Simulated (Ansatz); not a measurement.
# BN: energy less reference against mesh points along a

All results are calculated (Ansatz 0.2.0). One setting of a density functional single point varied, free energy counted from the run at the reference value, pressure positive in compression; periodic cell, basis, potentials, k mesh and filling as listed.

Structure of every row (space group F-43m, No. 216):
```
BN
1.0
      0.0000     1.8075     1.8075
      1.8075     0.0000     1.8075
      1.8075     1.8075     0.0000
B N
1 1
Direct
  0.00000 0.00000 0.00000
  0.25000 0.25000 0.25000
```

Settings of every row: functional PBE; dispersion none; potentials PAW; wave cutoff 420 eV; density cutoff 1680 eV; k shift 0x0x0; occupations cold; smearing width 0.02 eV; spin none; varied setting k mesh; reference k mesh 10x10x10; meshes run 4x4x4, 6x6x6, 7x7x7, 8x8x8, 10x10x10.

```
row  mesh points along a  energy less reference (meV/atom)
  1                    4                             37.14
  2                    6                                 ?
  3                    7                              0.37
  4                    8                              0.09
  5                   10                                 0
```

Question: what energy less reference should row 2 give?

Worked fit of energy less reference. Measure energy less reference from the row with the finest mesh, 0.00 meV/atom, and take the logarithm of what remains: 4 → 3.61, 7 → -0.99, 8 → -2.41. In a crystal with a gap such sums converge about exponentially, and a straight line through these is ln|rest| = 9.651 − 1.513 × n. At n = 6 the line gives ln|rest| = 0.573, a rest of 1.77 meV/atom, and so 0.00 + 1.77 = 1.77 meV/atom.

The calculation gave 1.93 meV/atom. The fit lies 0.16 meV/atom (8.3 % of the value, 0.43 % of the column's range) below it; its largest miss of a shown row is 0.58 meV/atom.
